The same wurtzite crystal of GaN was computed with the r2SCAN functional at twelve volumes, from strongly compressed to clearly stretched. The volume is given per atom. The ratio c/a of the cell edges describes the shape of the cell, and the shortest distance, called d below, is the length of the Ga–N bond. The band gap is the smallest energy between filled and empty states; the least direct gap is the smallest one at a fixed wave vector, the one that matters for the emission of light.

Wurtzite GaN under hydrostatic strain, computed with Ansatz 0.2.0 using the r2SCAN functional, plane waves and PAW potentials, with atomic positions relaxed with the same functional. The wave cutoff is 500 eV and the k mesh 12×12×6; occupations are fixed, and spin polarisation and spin–orbit coupling are not included.

| volume (Å³/atom) | c/a | shortest distance (Å) | band gap (eV) | least direct gap (eV) |
| --- | --- | --- | --- | --- |
| 9.609 | 1.6285 | 1.840 | 3.518 | 3.518 |
| 10.061 | 1.6285 | 1.868 | 3.202 | 3.202 |
| 10.379 | 1.6284 | 1.888 | 2.987 | 2.987 |
| 10.703 | 1.6285 | 1.907 | 2.773 | 2.773 |
| 11.034 | 1.6285 | 1.926 | 2.561 | 2.561 |
| 11.202 | 1.6285 | 1.936 | 2.456 | 2.456 |
| 11.716 | 1.6285 | 1.965 | 2.142 | 2.142 |
| 12.068 | 1.6285 | 1.984 | 1.937 | 1.937 |
| 12.379 | 1.6285 | 2.001 | 1.761 | 1.761 |
| 12.426 | 1.6285 | 2.004 | 1.734 | 1.734 |
| 12.751 | 1.6285 | 2.021 | 1.556 | 1.556 |
| 12.791 | 1.6285 | 2.023 | 1.535 | 1.535 |

### 1. At which volume is the gap largest, and is it the same gap throughout?

The gap is largest in the most compressed crystal, 3.518 eV, and falls at every step to 1.535 eV in the most expanded one. In each row it equals the least direct gap, and both band edges stay at Γ, the centre of the Brillouin zone. The fall is therefore a shift of levels at Γ and not a switch to another part of the band structure.

The shape of the cell is not the cause either, since c/a stays the same to within 0.0001. The bonds lengthen by 10 %, just as the cube root of the volume does. The series thus isolates the effect of the size of the crystal.

### 2. Why does a shorter bond widen the gap?

Bonding theory gives the answer through the character of the two edges. The bottom of the conduction band at Γ is an antibonding combination of s orbitals on Ga and N. The top of the valence band is made mainly of N 2p orbitals, with a bonding admixture of Ga 4p. When the atoms approach each other, their orbitals overlap more and couple more strongly, which pushes an antibonding level up and a bonding level down.

The s level responds more than the p level for a geometrical reason. An s orbital is round, so at Γ the contributions of all four neighbours add. For p orbitals, head-on and sideways overlap enter with opposite signs and partly cancel. Compression therefore lifts the conduction edge relative to the valence edge, and the same rule applies to other tetrahedral semiconductors whose gap lies between these two kinds of state.

### 3. Does the gap simply grow as the coupling does?

A rule of thumb lets the coupling between neighbouring orbitals vary as 1/d². In the simplest limit the whole gap is such a coupling energy and shrinks by the same factor. Starting from the most compressed row, with no adjustable constant, the gap of the most expanded crystal should then be

3.518 eV × (1.840 Å / 2.023 Å)² = 2.91 eV.

The rule gives the right direction but a fall of only 0.61 eV, where the calculation gives 1.98 eV. The gap is thus about three times as sensitive as a pure coupling energy of its own size would be. The output below lists this estimate for every row.

The opposite limit shows what the rule leaves out. In a crystal of identical atoms, stretched until the coupling is weak, the levels return to their atomic order, in which s lies below p. The s-like conduction edge then sinks to the p-like valence edge, and the gap closes while the coupling is still finite. The atomic s–p separation works against the gap, and the coupling has to overcome it.

In GaN the difference between the two elements helps to keep the gap open, but the s–p separation remains. On this reading the gap is what is left when a nearly fixed energy is subtracted from a larger one that depends on distance. A moderate relative change of the larger energy then becomes a big relative change of the remainder. That the gap as a whole does not follow 1/d² is a result of the calculation; this explanation of it is a theoretical argument.

### 4. Is volume or pressure the better measure of the effect?

Volume is, taken on a logarithmic scale so that equal relative changes count equally. The gap falls by 6.9 to 7.0 eV per unit of ln V at the compressed end, near zero pressure and at the expanded end alike. This slope is the volume deformation potential. Near zero pressure it means that 1 % more volume costs about 70 meV of gap.

Per unit of pressure the picture looks quite different. One GPa raises the gap by about 20 meV at the compressed end, 37 meV near zero pressure and 57 meV at the expanded end. The pressures computed in the same runs show why: a compressed crystal is stiffer, so one more GPa changes its volume less. The electronic response to a given relative change of volume is almost the same; the mechanical response is not.

The slope also serves for small strains: a crystal whose volume grows by 0.1 % at fixed shape has a gap about 7 meV smaller. A layer strained by its substrate is also distorted in shape, and that adds a shift which this series, with its fixed c/a, does not contain.

### 5. The most compressed row comes close to the measured gap. Is r2SCAN right there?

No, because that crystal is under a pressure of about 47 GPa. The measured gap at ordinary pressure is roughly 3.4 eV, a recalled value. Interpolated to zero pressure, the calculation gives only about 2.3 eV. The functional makes the gap about 1 eV too small, and compression happens to add about as much.

An underestimate of this kind is typical of functionals without exact exchange. A hybrid functional, which mixes in a share of it, would raise the gap. The calculation also omits spin–orbit coupling and the vibrations of the atoms. In GaN the former is far too weak to account for 1 eV, and the latter lower the real gap, so including them would not close the difference.

### 6. Which digits can be trusted?

That depends on the question asked of them. Within this series, the gaps are consistent to about 1 meV: the value at 11.202 Å³ lies within that distance of the one read from its neighbours. Such smoothness cannot reveal an error that all runs share, such as that of a finite cutoff. Nor does it show that the gaps are close to nature: at zero pressure even the first digit is wrong.

Slopes need more care than single values. The two largest volumes differ by only 0.040 Å³ and their gaps by 21 meV, so a change of one unit in the last printed digit of the gap alters the slope by about 5 %. A pair of rows further apart gives a much safer value.

The deformation potential should be more reliable than the gap itself, because an error common to all volumes drops out of a difference. How much of the error is common could be tested by repeating two well-separated volumes with a hybrid functional.

### 7. What would change if aluminium replaced gallium?

The main mechanism would remain, since AlN also has tetrahedral bonds, and compression again strengthens the coupling between s orbitals. One ingredient would disappear: gallium has a filled 3d shell below the N 2p states, whereas aluminium has no occupied d shell. The filled d states repel the valence top upwards, more strongly when the bond is short. In GaN this takes away part of the widening on compression.

The same repulsion may explain a second weakness of the simple picture. If the distance-dependent part of the gap followed 1/d², the slope per unit of ln V would be 17 % smaller at the largest volume than at the smallest. The computed slopes agree within 2 %. A d shell that holds the gap back most at short distances would even out the slope in this way. That is a conjecture, since the coupling itself need not follow the 1/d² rule exactly. The slope of the gap at Γ in AlN, computed over the same range of relative volume, would be a first test of it.

Output of the analysis:

```
Pressure and 1/d^2 estimate:
     row  pressure_GPa  gap_eV  estimate_eV
   9.609         47.46   3.518        3.518
  10.061         31.32   3.202        3.413
  10.379         21.87   2.987        3.341
  10.703         13.59   2.773        3.275
  11.034         6.329   2.561        3.211
  11.202         3.054   2.456        3.178
  11.716        -5.512   2.142        3.085
  12.068        -10.28   1.937        3.026
  12.379        -13.89   1.761        2.975
  12.426        -14.39   1.734        2.966
  12.751        -17.55   1.556        2.916
  12.791        -17.91   1.535         2.91
Fall of the gap from smallest to largest volume (eV): 1.983
Gap at smallest volume over gap at largest (ratio): 2.292
Growth of the volume (percent): 33.11
Growth of the shortest distance (percent): 9.946
Growth of the cube root of the volume (percent): 10
Fall of the gap in the 1/d^2 estimate (eV): 0.6077
Computed fall over estimated fall (ratio): 3.263
Gap change per unit ln V, 9.609 to 10.061 (eV): -6.875
Gap change per unit ln V, 11.202 to 11.716 (eV): -6.999
Gap change per unit ln V, 12.426 to 12.791 (eV): -6.874
Stiffness -dP/dlnV, 9.609 to 10.061 (GPa): 351.3
Stiffness -dP/dlnV, 11.202 to 11.716 (GPa): 190.9
Stiffness -dP/dlnV, 12.426 to 12.791 (GPa): 121.6
Gap rise per GPa, 9.609 to 10.061 (meV): 19.57
Gap rise per GPa, 11.202 to 11.716 (meV): 36.66
Gap rise per GPa, 12.426 to 12.791 (meV): 56.55
Volume at zero pressure, interpolated (A^3/atom): 11.39
Gap at zero pressure, interpolated (eV): 2.344
Gap of the most compressed row above that (eV): 1.174
Gap loss for 1 percent more volume near zero pressure (meV): 69.64
Gap step between the two largest volumes (meV): 21
Gap at 11.202 less the value read from its neighbours (meV): 0.5703
```
